**Where the approximations fail for Mg-like ions, Pd34+ to Sm50+**

The scalar-relativistic LDA levels of these twelve-electron ions run smoothly with nuclear charge, and the smoothness says little about their accuracy. Three approximations break down here, and they differ in how visible the breakdown is. A non-relativistic screened-hydrogen reading of the numbers fails openly: the 2s radius implies negative screening from Pr47+ on. The scalar treatment of relativity leaves a symptom in the s–p spacings, whose curvature points to a fine-structure splitting comparable with the 3s–3p spacing itself. The self-interaction error of LDA leaves almost no trace in the trend and can only be bounded, at 4 to 6% of a level.

Mg-like ions Pd34+ to Sm50+ ([Ne] 3s2), computed with Quantum ESPRESSO ld1.x 7.5 by scalar-relativistic, spin-polarised Kohn-Sham LDA (Slater exchange, Perdew-Zunger correlation) with spherical densities and a point nucleus. Eigenvalues are negative for bound levels.

| species | Z | charge (e) | eigenvalue (2s) (eV) | eigenvalue (3s) (eV) | mean radius (2s) (bohr) | mean radius (3s) (bohr) | ε(3s) − ε(2s) (eV) |
| --- | --- | --- | --- | --- | --- | --- | --- |
| Pd34+ | 46 | 34 | -5391.6 | -2150.6 | 0.13613 | 0.32957 | 3240.97 |
| Ag35+ | 47 | 35 | -5681.0 | -2271.2 | 0.13276 | 0.32104 | 3409.76 |
| Cd36+ | 48 | 36 | -5978.7 | -2395.3 | 0.12954 | 0.31290 | 3583.34 |
| In37+ | 49 | 37 | -6284.7 | -2523.0 | 0.12645 | 0.30514 | 3761.76 |
| Sn38+ | 50 | 38 | -6599.3 | -2654.2 | 0.12350 | 0.29772 | 3945.08 |
| Sb39+ | 51 | 39 | -6922.3 | -2789.0 | 0.12066 | 0.29063 | 4133.36 |
| Te40+ | 52 | 40 | -7254.1 | -2927.4 | 0.11793 | 0.28384 | 4326.66 |
| I41+ | 53 | 41 | -7594.5 | -3069.5 | 0.11531 | 0.27733 | 4525.05 |
| Xe42+ | 54 | 42 | -7943.8 | -3215.2 | 0.11279 | 0.27109 | 4728.59 |
| Cs43+ | 55 | 43 | -8302.0 | -3364.7 | 0.11036 | 0.26509 | 4937.34 |
| Ba44+ | 56 | 44 | -8669.3 | -3517.9 | 0.10801 | 0.25932 | 5151.39 |
| La45+ | 57 | 45 | -9045.7 | -3674.9 | 0.10575 | 0.25378 | 5370.79 |
| Ce46+ | 58 | 46 | -9431.3 | -3835.7 | 0.10357 | 0.24844 | 5595.64 |
| Pr47+ | 59 | 47 | -9826.4 | -4000.4 | 0.10146 | 0.24329 | 5826.01 |
| Nd48+ | 60 | 48 | -10231 | -4168.9 | 0.099427 | 0.23833 | 6061.98 |
| Pm49+ | 61 | 49 | -10645 | -4341.5 | 0.097455 | 0.23354 | 6303.65 |
| Sm50+ | 62 | 50 | -11069 | -4518.0 | 0.095545 | 0.22891 | 6551.09 |

Every row has the configuration 1s² 2s² 2p⁶ 3s², with charge $q = Z - 12$, where $Z$ is the nuclear charge. The element names imply no 4d or 4f electrons. All shells are closed, so spin polarisation and spherical averaging change nothing. The eigenvalue $\varepsilon$ is the Kohn-Sham orbital energy and the mean radius is $\langle r\rangle$ of the orbital. The column ε(3s) − ε(2s), called $\Delta$ below, separates two filled levels with the filled 2p between them. It is not the HOMO–LUMO gap. That gap is 3s–3p, which the same runs give as about 107 eV in Pd34+ and 236 eV in Sm50+.

Nothing is fitted in what follows. The one estimate is the Dirac atom with a single electron and the bare point nucleus, compared with the 15 interior rows for the curvature of $\Delta$, with all 17 rows for the radii, and with five rows ($Z$ = 46, 50, 54, 58, 62) for the s–p spacings. The printed analysis after this note lists the comparison row by row.

### Screened hydrogen without relativity

The main trend is the ordinary one: at fixed electron number a larger $Z$ deepens and contracts every level, and $\Delta$ doubles along the series, in steps that grow from 169 to 247 eV. Its exponent in $Z$ is 2.36. An exponent above 2 is a poor diagnostic, since screening alone produces one: $(Z-S)^2$ has the local exponent $2Z/(Z-S)$, about 2.2 for a screening $S$ of five electrons.

A cleaner test comes from the expansion of a level in powers of $1/Z$ at fixed electron number. Scaling lengths by $1/Z$ makes the electron–electron terms a perturbation of relative size $1/Z$, so that without relativity, in hartree,

$$\varepsilon_n = -\frac{Z^2}{2n^2} + aZ + b + \frac{c}{Z} + \dots$$

The second difference $d_2 = \Delta(Z+1) - 2\Delta(Z) + \Delta(Z-1)$ removes $a$ and $b$, which hold nearly all of the screening. What remains is $1/4 - 1/9$ hartree, or 3.78 eV, plus terms that fade as $1/Z^3$. The table gives 4.79 eV at Ag35+ and 5.77 eV at Pm49+, rising at every step, against a rounding uncertainty of 0.02 eV. The excess over 3.78 eV doubles. Higher terms of the $1/Z$ series cannot account for it, because they shrink with $Z$ while the excess grows.

The size of the excess follows from the lowest relativistic correction of a one-electron level of angular momentum $j$, with $\alpha$ the fine-structure constant:

$$\delta\varepsilon = -\frac{Z^4\alpha^2}{2n^4}\left(\frac{n}{j+1/2} - \frac34\right).$$

For s levels $j = 1/2$. The 2s coefficient is $1.25/32 = 0.03906$ and the 3s coefficient is $2.25/162 = 0.01389$, so $\Delta$ gains $0.02517\,Z^4\alpha^2$. The second difference of $Z^4$ is close to $12Z^2$. For Xe42+, $(Z\alpha)^2 = (54/137.04)^2 = 0.1553$, and the gain in $d_2$ is $12 \times 0.1553 \times 0.02517 = 0.0469$ hartree, or 1.28 eV. The lowest-order prediction is $3.78 + 1.28 = 5.06$ eV. The full Dirac formula, which adds higher powers of $(Z\alpha)^2$, gives 5.39 eV. The table gives $4525.05 - 2 \times 4728.59 + 4937.34 = 5.21$ eV.

In all 15 rows the computed excess is 0.88 to 0.91 of the bare Dirac excess, and the worst misfit in $d_2$ is 0.22 eV at Pm49+. The sign of the misfit is the one theory argues for: the other electrons screen the nucleus, which turns $Z^4$ into something nearer $(Z-S)^4$, and the resulting $\alpha^2 Z^3$ term survives the second difference. Relativity is built into these runs, and for s states the scalar equation is essentially the Dirac equation. The agreement therefore identifies the origin of the curvature and does not test the method. In $\Delta$ itself the relativistic part is of the order of a few hundred eV in the middle of the series; a repeat with relativity switched off would measure it properly.

The radii show the same failure more bluntly. For a hydrogenic s orbital $\langle r\rangle = 3n^2/2Z_{\rm eff}$, so a charge can be read as $6/\langle r\rangle$ for 2s and $13.5/\langle r\rangle$ for 3s. For Sm50+ this yields $6/0.095545 = 62.80$, more than the nuclear charge of 62. The screening $S = Z - Z_{\rm eff}$ of 2s falls from 1.92 in Pd34+ through zero between Ce46+ and Pr47+ to −0.80. Electrons cannot add to the pull of the nucleus, so the formula is at fault. An s electron spends part of its time near the nucleus at a speed of order $Z\alpha$ times that of light, and its orbital contracts: the Dirac value of $Z\langle r\rangle$ for 2s at $Z = 62$ is about 5.53 in place of 6. With the Dirac factor the screening is positive in all rows and nearly constant, 3.77 to 4.09 for 2s and 6.34 to 6.51 for 3s. The slow rise that is left should be given no meaning, since the contraction was taken for the bare nucleus and so is probably overdone for a screened electron.

The dependence on $l$ fits this account. The non-relativistic charge read from $\langle r\rangle$ grows per unit of $Z$ by 1.17 for 2s, 1.13 for 3s and only 1.03 for the empty 3d of the same runs. The centrifugal barrier keeps a d electron away from the nucleus, so direct contraction acts on it only weakly. In practice, Slater-type screening constants extracted from s radii or s levels at this $Z$ absorb relativity and do not transfer to other ions. The warning sign is a screening that falls faster and faster along an isoelectronic series; a fall that levels off can come from the ordinary $1/Z$ terms. Here the fall of the 2s screening gathers pace long before the value turns negative.

### One p level where there are two

The scalar method keeps the mass-velocity and Darwin terms and drops spin–orbit coupling. The s levels have no orbital momentum to couple and are not split. The p levels are each returned as one number that stands for the pair p₁/₂ and p₃/₂.

The symptom appears in the spacing of s and p within one shell. Without relativity the $Z^2$ term cancels between $ns$ and $np$, and the spacing comes from their different penetration of the core, which is nearly linear in $Z$. A 35% rise in $Z$ should then widen it by not much more than that. The runs give a factor of 2.22 for 3s–3p and 2.30 for 2s–2p, with exponents of 2.67 and 2.78.

The formula above explains the curvature and shows what it implies. The one-electron Dirac energy depends only on $n$ and $j$, so s₁/₂ and p₁/₂ coincide and p₃/₂ lies above them by the fine-structure interval $F$, equal to $Z^4\alpha^2/4n^3$ at lowest order. The scalar p level corresponds, at that order, to the average over the six p states, two with $j = 1/2$ and four with $j = 3/2$. This average lies $2F/3$ above p₁/₂ and $F/3$ below p₃/₂. The relativistic part of the scalar s–p spacing is thus $2F/3$, and its curvature in $Z$ should be that of $2F/3$. The numbers bear this out: at $Z = 54$ the 3s–3p curvature is 0.40 eV against 0.41 eV for the bare Dirac atom, and the 2s–2p curvature is 1.41 against 1.38 eV. For 2s–2p the runs lie slightly above the estimate, by 0.07 eV at $Z = 58$, where rounding allows 0.04 eV. Since screening should lower the curvature by a tenth or so, the match is closer than a bare nucleus deserves. One possibility, untested here, is that the scalar p level departs from the $j$ average at higher order in $(Z\alpha)^2$ and offsets the screening.

The consequence is argued from theory: the part of the s–p spacing that curves is the part that belongs to p₃/₂ alone and largely disappears for p₁/₂. The bare-nucleus interval for 3p runs from 65 to 229 eV, which overestimates the screened value, so only the order matters: tens of eV in Pd34+ and well over a hundred in Sm50+. Set against a computed 3s–3p gap of 107 to 236 eV, this is an error of tens of percent for 3p₁/₂ and half that for 3p₃/₂, and it grows along the series. The true lowest empty level, 3p₁/₂, lies well below the scalar 3p, and the HOMO–LUMO gap of the scalar run is too wide on this account. This has to be settled before any discrepancy in a 3s–3p energy is laid on the functional. An excitation 3s→3p would in addition split by exchange between the two open-shell electrons, which no eigenvalue difference contains.

The tabulated 2s and 3s columns are largely safe from this error. In the filled 2p⁶ shell the first-order spin–orbit shifts cancel when weighted by occupation, so the s electrons feel them only through a second-order change of the 2p density. The scalar treatment of relativity is adequate for s levels and s radii of such ions; anything that depends on an individual p₁/₂ or p₃/₂ level needs spin–orbit coupling, most directly from a Dirac calculation.

### The error that the trend hides

LDA eigenvalues are not ionisation energies. The Hartree potential includes the repulsion of each electron with its own charge cloud, and local exchange cancels this only in part. Far from the ion the LDA potential falls off as $-q/r$, whereas an electron of the ion should see $-(q+1)/r$. Levels come out too shallow, and −ε(3s) underestimates the energy needed to remove a 3s electron.

The scale can be bounded from the same runs. For a spherical orbital density the self-repulsion is the average of $1/r_>$, where $r_>$ is the larger of two radii, and $1/r_> \le 1/r$. The self-repulsion is therefore at most $\langle 1/r\rangle$, which amounts to 123 eV for 3s in Pd34+ and 181 eV in Sm50+, or 5.7% and 4.0% of the level. The 2s limits are 303 and 440 eV, nearly the same fractions. These are ceilings on the spurious Hartree term, and the net error after local exchange is smaller by an amount that the bound does not fix. The ceiling grows with an exponent near 1.3 while the levels deepen with exponents of 2.4 to 2.5, so the error should rise in eV and fall in percent along the series.

That scaling is the reason for its invisibility. Self-interaction is a repulsion between charge clouds whose size goes as $1/Z$, so it sits mainly in the term $aZ$, which the second difference removes along with the genuine screening. The test that exposes relativity so cleanly is nearly blind to it, and a smooth error leaves smooth columns. In $\Delta$ the shifts of 2s and 3s have the same sign and cancel in part, the 2s shift being presumably the larger. For an ionisation energy the remedy is the difference of total energies of the ion with and without the electron, or the eigenvalue at half occupation, which by Janak's theorem approximates that difference. For a 2s hole this also brings in the relaxation of the outer shells.

### Small spacings and neglected terms

The 3s–3p gap is only 3.3 to 3.6% of $\Delta$. Such near-degeneracy within a shell mixes 3s² with 3p² in Mg-like ions. Without relativity both the coupling integral and the energy denominator grow as $Z$, so this mixing does not die out at high charge as ordinary dynamic correlation does in relative terms. Relativity lifts 3p₃/₂ away and leaves 3p₁/₂ as the nearer partner. A single LDA configuration with one averaged 3p describes none of this.

Breit interaction, QED and the finite nuclear size are also left out. The last two reduce the binding of s levels and grow steeply, QED nearly as $Z^4$ and the nuclear-size term faster. These runs do not give their size. They are expected to be negligible against a 2s level of 11 keV, but not necessarily against the much smaller 3s–3p gap. The point-nucleus Dirac estimate omits the same terms, so its agreement with the table says nothing about them.

### Neighbouring series

The scalings allow a forecast. For Mg-like ions of half the nuclear charge the excess of $d_2$ falls to a quarter or somewhat less, the fine-structure interval to less than a sixteenth, because screening weighs more at low $Z$, and the relative self-interaction error roughly doubles, so the functional becomes the first concern and the scalar approximation does much less harm. For heavier ions the order reverses, and the point nucleus and QED join spin–orbit coupling as leading faults. Removing one electron gives the Na-like series, which has the same p splitting, no 3s²–3p² mixing, and a real spin polarisation. Adding one gives the Al-like series, where the outer electron occupies 3p₁/₂ and the scalar average misplaces the highest filled level itself. A series built on d levels would show weaker direct contraction and a smaller splitting, and the screened-hydrogen picture would hold to higher $Z$.

Numerical output:

```
(Z alpha)^2: 0.113 to 0.205
3s-2s spacing: steps 168.8 to 247.4 eV, ratio 2.021, exponent in Z 2.36
second difference, non-relativistic: 3.78 eV; rounding of table: up to 0.02 eV
d2 = second difference of spacing (eV); S = Z minus charge read from <r>
ion    d2 table  d2 Dirac | S2s  S3s non-rel | S2s  S3s Dirac
Pd34+       -       -    |  1.92  5.04    |  3.77  6.34
Ag35+    4.79    4.93    |  1.81  4.95    |  3.79  6.35
Cd36+    4.84    4.99    |  1.68  4.86    |  3.80  6.35
In37+    4.90    5.05    |  1.55  4.76    |  3.82  6.36
Sn38+    4.96    5.11    |  1.42  4.66    |  3.84  6.37
Sb39+    5.02    5.18    |  1.27  4.55    |  3.85  6.38
Te40+    5.09    5.25    |  1.12  4.44    |  3.87  6.39
I41+     5.15    5.32    |  0.97  4.32    |  3.89  6.40
Xe42+    5.21    5.39    |  0.80  4.20    |  3.91  6.41
Cs43+    5.30    5.47    |  0.63  4.07    |  3.93  6.42
Ba44+    5.35    5.55    |  0.45  3.94    |  3.94  6.43
La45+    5.45    5.63    |  0.26  3.80    |  3.97  6.44
Ce46+    5.52    5.72    |  0.07  3.66    |  3.99  6.45
Pr47+    5.60    5.81    | -0.14  3.51    |  4.01  6.47
Nd48+    5.70    5.90    | -0.35  3.36    |  4.04  6.48
Pm49+    5.77    5.99    | -0.57  3.19    |  4.06  6.50
Sm50+       -       -    | -0.80  3.02    |  4.09  6.51
excess of d2 over non-rel: 1.01 to 1.99 eV; table/Dirac 0.88 to 0.91
worst Dirac misfit of d2: Pm49+ -0.22 eV; third differences 0.05 to 0.10 eV
first row with negative non-rel 2s screening: Pr47+; rounding in S about 0.003
non-rel charge from <r> per unit Z: 2s 1.17, 3s 1.13, 3d 1.03
2s-2p spacing (eV), Z=46,50,54,58,62: 340.3 418.6 515.2 634.4 781.3
  ratio 2.30 (Z ratio 1.35), exponent in Z 2.78
  curvature at Z=50,54,58 (eV): 1.14 1.41 1.73; Dirac 1.13 1.38 1.66
  bare Dirac p1/2-p3/2 interval (unscreened): 218 to 768 eV
3s-3p spacing (eV), Z=46,50,54,58,62: 106.5 130.0 158.6 193.5 236.2
  ratio 2.22 (Z ratio 1.35), exponent in Z 2.67
  curvature at Z=50,54,58 (eV): 0.32 0.40 0.49; Dirac 0.34 0.41 0.50
  bare Dirac p1/2-p3/2 interval (unscreened): 65 to 229 eV
rounding in these curvatures: about 0.01 eV (0.04 eV for 2s-2p at Z=58)
(3s-3p)/(2s-3s): 3.3% to 3.6%
2s self-repulsion upper limit <1/r>: 303 to 440 eV = 5.6% to 4.0% of level; exponents 1.26 vs 2.41
3s self-repulsion upper limit <1/r>: 123 to 181 eV = 5.7% to 4.0% of level; exponents 1.29 vs 2.49
```
